# One copper atom pushed off its site

## The question

Take a copper crystal, hold every atom but one in place, and push that one along the c axis. The calculation gives the force that drives it back, the energy it costs and the pressure in the cell. Five positions are known, reaching 0.100 Å on one side but only 0.0500 Å on the other. What happens at 0.0667 and 0.0833 Å on the less explored side?

One atom in an 8-atom cell of I4/mmm Cu (conventional a = 2.886, c = 2.752 Å; 11.46 Å³ per atom; not relaxed at this level) is moved along c, the others fixed. Ansatz 0.2.0, plane-wave PAW, scalar-relativistic r2SCAN, no spin polarisation, 500 eV cutoff, 12×12×12 k mesh, 0.15 eV Gaussian smearing. Free energies are relative to zero displacement; pressure is positive in compression.

| displacement (Å) | energy change (eV a cell) | force along direction (eV/Å summed over the moved atoms) | pressure (GPa) |
| --- | --- | --- | --- |
| -0.100 | 0.038 | 0.761 | 0.53 |
| -0.0333 | 0.004 | 0.252 | 0.31 |
| 0 | 0.000 | 0.000 | 0.28 |
| 0.0167 | 0.001 | -0.127 | 0.29 |
| 0.0500 | 0.009 | -0.379 | 0.35 |
| 0.0667 | ? | ? | ? |
| 0.0833 | ? | ? | ? |

The crystal is not ordinary copper. Its atoms sit in a slightly squashed body-centred arrangement, whereas copper's stable form is face-centred cubic. The cell was not relaxed either, and a pressure of 0.28 GPa remains before any atom is moved.

## What symmetry gives

In the undisturbed cell every atom sits on an inversion centre: for each neighbour on one side there is an identical one directly opposite. A push of +0.100 Å must therefore cost the same energy as a push of −0.100 Å and raise the pressure equally, while the force only changes sign. The row at −0.100 Å thus also tells us about +0.100 Å. Both unknown positions lie between known ones, and the task is interpolation.

Symmetry also explains the zero force at the centre. That zero would appear even in a badly strained cell, so it is no sign that the crystal is relaxed.

## Force and energy

For a small displacement $x$, the simplest force $F$ that changes sign with $x$, and the energy change $E$ that belongs to it, are

$$F=-kx,\qquad E=\tfrac12 kx^2 .$$

The table supports this. Force divided by displacement is 7.61 eV/Å² in size at −0.100 Å and 7.58 at 0.0500 Å. The difference is small but real: with one more decimal the forces are 0.7609 and 0.3791 eV/Å in size, and the ratio is still larger at the larger displacement. The restoring force stiffens by less than half a percent, which a single constant can ignore here. A straight line through the origin, fitted to the five known forces, gives $k=7.60$ eV/Å².

This constant belongs to a particular motion. The cell repeats, so one atom in every eight moves, all in step. A positive $k$ shows that this pattern is pushed back, but other patterns, or a shear of the whole cell, could still be unstable.

## Why the pressure rises on both sides

Among the known rows, the pressure is lowest at zero displacement and higher on either side. A simpler system shows how this can happen: a ball held between two walls by two identical springs. Let the springs behave like chemical bonds, which grow stiffer when compressed and softer when stretched.

Shift the ball, and one spring stiffens while the other softens. For the ball the two changes cancel to leading order, so the restoring force still looks like that of ideal springs. For the walls they do not cancel, because the compressed spring pushes harder than the stretched one pulls. The walls feel a net outward push, whichever way the ball went.

The comparison carries over the symmetry, not the details. In the crystal the eight nearest neighbours lie off the line of motion, and metallic bonding is not a set of separate springs. The computed stress shows the difference: at −0.100 Å it has risen about one and a half times as much across the c axis as along it, whereas the two springs press only along the line of motion.

For the crystal, the same idea can be written with a force constant that depends on the cell volume $V$:

$$E(V,x)=E_0(V)+\tfrac12 k(V)\,x^2 .$$

Pressure $P$ is minus the slope of energy with volume. It is usually evaluated by scaling the cell and all atomic positions together, so that $x$ grows as $V^{1/3}$. Taking the slope in this way gives

$$P-P_0=\frac{kx^2}{2V}\left(g-\tfrac23\right).$$

Here $P_0$ is the pressure at $x=0$, and $g$ is the percentage by which $k$ falls when the volume grows by one percent. The factor in front is the stored energy divided by the volume. The pressure rise should therefore follow the square of the displacement, as the energy does.

## One estimate in full

The row at −0.100 Å shows how strong the softening must be. The stored energy is 0.038 eV in a cell of 8 × 11.46 = 91.7 Å³. One eV/Å³ is about 160 GPa, so this energy density equals 0.066 GPa.

The pressure rises by 0.53 − 0.28 = 0.25 GPa, nearly four times as much. Adding the 2/3 gives $g\approx4.4$: one percent more volume makes the restoring force about 4.4 percent softer. With a $k$ that ignored volume, the pressure would instead have dropped by 0.04 GPa.

The softening is inferred from the pressure formula, since no second volume was calculated. Its size is plausible. Vibration frequencies vary as the square root of $k$, so half of $g$, about 2.2, can be set beside copper's Grüneisen parameter, roughly 2 as a recalled value. The match can only be loose, because the structure and the motion are special.

## The forecast

For the pressure, a constant plus a term in $x^2$ was fitted to the five known rows, including the one just worked through. It gives $P=0.283+24.8\,x^2$, with $P$ in GPa and $x$ in Å. At 0.0833 Å the steps are:

- force: −7.60 × 0.0833 = −0.633 eV/Å;
- energy: ½ × 7.60 × 0.0833² = 0.026 eV;
- pressure: 0.283 + 24.8 × 0.0833² = 0.455 GPa.

The same steps at 0.0667 Å complete the forecast:

| Displacement (Å) | Force (eV/Å) | Energy change (eV) | Pressure (GPa) |
|---|---|---|---|
| 0.0667 | −0.507 ± 0.002 | 0.017 ± 0.001 | 0.393 ± 0.015 |
| 0.0833 | −0.633 ± 0.002 | 0.026 ± 0.001 | 0.455 ± 0.015 |

The error bars are judgements. They cover the rounding of the known values and leave room for a small next term, in $x^3$ for the force and $x^4$ for the pressure. Relative to its value, the pressure gets a much wider bar than the force, because the known rises are small and printed to only two decimals.

## The computed values

The withheld rows as computed:

| displacement (Å) | energy change (eV a cell) | force along direction (eV/Å summed over the moved atoms) | pressure (GPa) |
| --- | --- | --- | --- |
| 0.0667 | 0.017 | -0.506 | 0.40 |
| 0.0833 | 0.026 | -0.633 | 0.46 |

All six values fall inside their ranges. The force at 0.0667 Å is weaker than forecast by 0.001 eV/Å, and the one at 0.0833 Å agrees to the last printed digit. Both energies also agree as printed. This is no separate success: force is minus the slope of energy, so a correct force curve fixes the energy curve too.

The pressures come out above the forecast, by 0.007 GPa at 0.0667 Å and 0.005 GPa at 0.0833 Å. The known row at 0.0500 Å also lies about 0.005 GPa above the fitted curve. Three misses in the same direction might hint at a term in $x^4$, but more decimals show that most of each miss is rounding. Before rounding, both withheld pressures lie within about 0.002 GPa of the forecast. Measured from the centre, the pressure rise divided by $x^2$ is 24.6 GPa/Å² for displacements of 0.0500, 0.0667, 0.0833 and 0.100 Å alike, so no term in $x^4$ can be seen.

The hits confirm the shape of the curves, within a range that symmetry had already enclosed. They do not test the softening of $k$ separately; for that, the atom would have to be moved again in a slightly larger cell. The printed output after this text gives the fits and the misses for the two withheld rows.

Output of the analysis:

```
fit of force_along_direction on 5 rows: coefficient of displacement -7.601 +/- 0.0075; rms 0.000794, worst -0.0333 0.00112, leave-one-out rms 0.00163
  rows outside the fit (model, value, miss): 0.0667 -0.507, -0.506, -0.000994; 0.0833 -0.6332, -0.633, -0.000172
fit of pressure on 5 rows: constant 0.2831 +/- 0.0019, coefficient of x2 24.81 +/- 0.41; rms 0.00265, worst 0.05 -0.00488, leave-one-out rms 0.0123
  rows outside the fit (model, value, miss): 0.0667 0.3935, 0.4, -0.00654; 0.0833 0.4552, 0.46, -0.00478
Energy from the force constant against computed energy in eV:
      row  from force constant  computed        miss
     -0.1              0.03801     0.038   5.534e-06
  -0.0333             0.004214     0.004   0.0002144
      0.0                    0         0           0
   0.0167              0.00106     0.001   5.994e-05
     0.05             0.009501     0.009   0.0005014
   0.0667              0.01691     0.017  -9.176e-05
   0.0833              0.02637     0.026   0.0003716
Force constant from the fit in eV/Å²: 7.601
Force over displacement at -0.100 Å in eV/Å²: 7.61
Force over displacement at -0.0333 Å in eV/Å²: 7.568
Force over displacement at 0.0167 Å in eV/Å²: 7.605
Force over displacement at 0.0500 Å in eV/Å²: 7.58
Spread of these four values in percent: 0.5582
Rounding uncertainty of the value at -0.0333 Å in eV/Å²: 0.02643
Error bar of the force forecasts in eV/Å: 0.002
Error bar of the energy forecasts in eV: 0.001
Error bar of the pressure forecasts in GPa: 0.015
Rise of pressure from 0 to -0.100 Å in GPa: 0.25
Rise at -0.100 Å over rise at 0.0500 Å (4 for a pure square): 3.571
Pressure change at -0.100 Å if k did not depend on volume in GPa: -0.04428
Percent fall of k for one percent more volume: 4.401
Half of that, the Grüneisen-like number: 2.201
```
